**Question.** In layered boron nitride, changing the wave vector of an electron, that is, the direction and length of its wave, can move the highest filled level by more than 2 eV. A pair of filled levels may lie a few hundredths of an eV apart at one wave vector and more than 1.5 eV apart at another. The table lists Kohn-Sham levels from a PBE calculation, with energies counted from the highest filled level of the mesh.

Kohn-Sham levels of layered BN (P6_3/mmc, 4 atoms per cell) from ABACUS 3.10.1 with PBE, SG15 ONCV 1.2 pseudopotentials and a TZDP basis of numerical atomic orbitals, without spin polarisation or spin-orbit coupling. The k mesh is 11×11×4, the energy cutoff 1360.57 eV and the Fermi-Dirac smearing 0.05 eV. Energies are counted from the valence top on the mesh.

```
point a (reciprocal cell vector)  point b (reciprocal cell vector)  point c (reciprocal cell vector)  level point (row)  level under 4 (eV)  level under 3 (eV)  level under 2 (eV)  level under 1 (eV)  level over 1 (eV)  level over 2 (eV)
                          0.0000                            0.0000                            0.0000                  1              -1.421              -1.421              -1.384              -1.384              5.291             10.307
                         -0.1818                            0.1818                            0.0000                  2              -3.659              -3.365              -2.461              -2.412              6.338              9.690
                         -0.3636                            0.3636                            0.0000                  3              -3.887              -3.827              -2.979              -1.364              6.176              7.163
                         -0.1818                            0.3636                            0.0000                  4              -4.403              -4.349              -3.717              -1.933              7.856              7.993
                          0.3636                            0.3636                            0.0000                  5              -6.911              -6.863              -0.425               0.000              4.719              5.081
                          0.0000                            0.0000                            0.5000                  6              -1.403              -1.403              -1.403              -1.403              7.650              7.650
                         -0.0909                            0.1818                            0.5000                  7              -3.094              -3.094              -2.319              -2.319              8.170              8.170
```

Point 1 is the centre of the zone, Γ. Points 2 and 3 lie on the way from Γ to M, the middle of an edge; point 4 lies on the way to K, a corner, and point 5 just beyond K. Point 6 is at half the height of the zone above Γ, and point 7 is at that height too, displaced towards the corner.

(a) Why does the highest filled level fall, rise, fall and rise again from point 1 to point 5?

(b) Why do some pairs split widely and others hardly at all, and why does every level pair up exactly at points 6 and 7?

(c) Do the empty levels follow the same rule?

**Model answer**

**(a) Two families compete for the top place.** The columns "level under 1" to "level under 4" rank energies; they do not follow one kind of orbital. In-plane p orbitals of nitrogen form σ levels, while the p orbitals that stand upright on the layers form π levels. The σ family wins at Γ and the π family wins near K, so the top level changes its character on the way.

At Γ the four listed filled levels form two doublets. This is the mark of in-plane orbitals, because the two directions in a layer are equivalent and there are two layers in the cell. Symmetry forbids these orbitals to mix with boron s at Γ: around each boron atom the contributions of the three nitrogen neighbours cancel. Away from Γ the σ levels part into two branches. On the way to M one branch has its p orbitals along the wave vector. There the cancellation fails, the mixing with boron s sets in, and this branch falls fast; the level at −3.7 eV at point 2 is expected to belong to it. The other branch has its p orbitals across the wave vector, and the mirror plane that contains this line still keeps boron s out of it. It falls for another reason: its end-on and sideways overlaps with the in-plane p orbitals of boron partly cancel at Γ, and the phases undo this cancellation away from Γ. This slower branch is expected to be the top level at point 2, which has fallen by 1.0 eV.

The π family behaves in the opposite way. An upright orbital on nitrogen mixes with those on its three boron neighbours, and this bonding lowers the filled level. At Γ the three contributions add up; at K their phases differ by a third of a turn and cancel. The filled π level is thus deepest at Γ and loses nearly all its in-plane bonding near K.

The strength of this mixing is measured by the phase sum $|f|$, which follows from the coordinates $a$ and $b$ of the point (point a and point b in the table):

$$|f|^2=3+2\cos 2\pi a+2\cos 2\pi b+2\cos 2\pi(a+b).$$

It is 1.54 at point 3, 1.83 at point 4 and only 0.31 at point 5. The highest filled level follows in just this order, from −1.4 through −1.9 to 0 eV when the points are taken as listed. Point 4 looks irregular only if one expects a steady rise towards K; it is still little more than halfway there, and its bonding is stronger than at point 3.



**A worked estimate for point 4.** Let $2D$ be the energy difference between the upright orbitals on boron and nitrogen, $E_0$ its middle, and $t$ the coupling between neighbours in a layer. Two coupled levels then give

$$E=E_0\pm h,\qquad h=\sqrt{D^2+t^2|f|^2},$$

with the minus sign for the filled level. The constants come from points 3 and 5, so point 4 is a test. The four levels at point 5 give $E_0=(0-0.425+4.719+5.081)/4=2.34$ eV, and the comparison of the two points gives $t=2.46$ eV.

The filled and empty π pairs at point 5 have their middles 5.11 eV apart, so that $h=2.556$ eV there and

$$D^2=2.556^2-2.46^2\times0.31^2\approx5.95\ \text{eV}^2.$$

For point 4 this leads to

$$h=\sqrt{5.95+2.46^2\times1.83^2}\approx5.12\ \text{eV},$$

and the middle of the filled pair should lie at $2.34-5.12=-2.78$ eV. The table has $(-1.933-3.717)/2=-2.825$ eV. The energy difference between the two elements and one coupling thus account for the average course of the π levels.

**(b) Splitting needs contact between layers, and phases that let it act.** The σ orbitals lie in their layers and hardly reach the next one; the pairs that are listed split by at most 0.06 eV. The π orbitals point at the neighbouring layer. Their pairs split by 0.43 eV at point 5 and by 1.6 to 1.8 eV at points 3 and 4.

That the splitting is smallest near K follows from the stacking, in which each boron atom faces nitrogen. The contact $g$ between facing atoms adds to the in-plane coupling in one combination of the two layers and subtracts from it in the other, so $t|f|$ becomes $t|f|+g$ or $t|f|-g$. The two values of $h^2$ then differ by $4t|f|g$, and the levels by about $2t|f|g/h$. At K, where $|f|=0$, the contact shifts both levels equally and does not separate them.

Nitrogen atoms in adjacent layers also touch at a slant. Each has three such neighbours in the next layer, arranged as in the in-plane triangle, and so this contact carries the factor $|f|$ as well. Scaled to point 5, the facing contact alone would give, to first order, a splitting of 1.2 eV at point 4, too little for the 1.8 eV of the table. The slanted one alone would give 2.5 eV if the level kept its share of nitrogen. This share is smaller at point 4, however, and allowing for it in the two-level model, with the matching contact between boron atoms left out, brings the figure down to about 1.9 eV. The slanted contact is thus needed in this model, while the splittings do not settle how much the facing one adds.

At points 6 and 7 the contacts are still there, but they cancel. The wave turns its phase by a quarter from one layer to the next, so the contributions from the layer above and the layer below have opposite signs. The symmetry of the stacking makes the pairing exact for σ, π and empty levels alike.

**(c) Apart from the exact pairing at points 6 and 7, the empty levels follow the π rule only in part.** At point 5 the empty pair is split by 0.36 eV, much like the filled one. At point 3 the likeness holds roughly: the middle of the empty pair lies 0.19 eV below the mirrored model, and the pair is split by 1.0 eV against 1.6 eV. At point 4 the likeness is gone: the two lowest empty levels are 0.14 eV apart, against 1.8 eV for the filled pair. At Γ the formula would put the empty π pair near 10 eV, yet the first empty level lies at 5.3 eV.

This low level at Γ is known to be a diffuse state with much of its density between the layers. Such a state should depend strongly on the phase from layer to layer, and the first empty level indeed rises by 2.4 eV from point 1 to point 6. Within the layer it rises by 1.0 eV from point 1 to point 2, about what a free electron would gain. Continued in this way it is expected near 8 eV at point 4, so the two close levels there are probably this state and one π level, not a π pair. Its exact height deserves caution, because the calculation uses home-made atomic orbitals of confined range, which can describe a diffuse state poorly, and no plane-wave calculation is given as a check.

**Remarks on the reasoning**

A good answer separates what is read off from what is inferred. The doublets, the pairing and the sizes of the splittings stand in the table. The names σ and π rest on symmetry and on the model, since no orbital weights are used. The model supports them: with its constants taken from points 3 and 5, it meets both π levels at point 4 and the third filled level at point 2 to within 0.07 eV of the table, as the output below shows.

One error to avoid is to join the entries of one column into a band. The top level has almost the same energy at points 1 and 3, about −1.4 eV, but it is σ at the first and π at the second. The agreement is a coincidence of two curves, one falling and one rising.

Another error is to read the 4.7 eV between filled and empty levels at point 5 as the band gap. On its full mesh the same calculation has an indirect gap of 4.4 eV. PBE makes the gap of boron nitride substantially too small, so neither value should be used as a measured barrier or an optical energy.

Printed output of the fit:

```
Model of the filled pi levels and splitting of the sigma pairs (eV):
      row  phase sum  upper pi model  lower pi model  sigma pair splitting
      0.0          3          -4.134          -6.736                 0.037
  -0.1818      2.581          -3.298          -5.628                 0.049
  -0.3636      1.543          -1.364          -2.979                  0.06
  -0.1818      1.831          -1.871          -3.694                 0.054
   0.3636     0.3094       8.327e-17          -0.425                 0.048
      0.0          3          -5.435          -5.435                     0
  -0.0909      2.683          -4.697          -4.697                     0
Distances between listed levels (eV):
      row  two highest filled  two lowest empty  direct gap  empty mean less mirrored model
      0.0                   0             5.016       6.675                          -2.323
  -0.1818               0.049             3.352        8.75                          -1.137
  -0.3636               1.615             0.987        7.54                         -0.1895
  -0.1818               1.784             0.137       9.789                          0.4548
   0.3636               0.425             0.362       4.719                       4.441e-16
      0.0                   0                 0       9.053                          -2.472
  -0.0909                   0                 0       10.49                          -1.214
In-plane coupling t of the model (eV): 2.462
Distance between the middles of the filled and empty pi pairs at point 5 (eV): 5.112
Test at point 4, upper pi level, model less table (eV): 0.06237
Test at point 4, lower pi level, model less table (eV): 0.02318
Test at point 2, upper pi level, model less third level under the gap (eV): 0.06698
Pi splitting at point 4 from the B-N contact alone, scaled to point 5 (eV): 1.244
Pi splitting at point 4 from N-N contacts alone, scaled to point 5 (eV): 2.515
Top filled level at point 5 above that at Gamma (eV): 1.384
Fall of the top filled level from Gamma to point 2 (eV): 1.028
Mean of the four filled levels at Gamma less that at point 6 (eV): 0.0005
First empty level at point 6 above that at Gamma (eV): 2.359
Lowest empty level of the listed points above that of the whole mesh (eV): 0.363
```
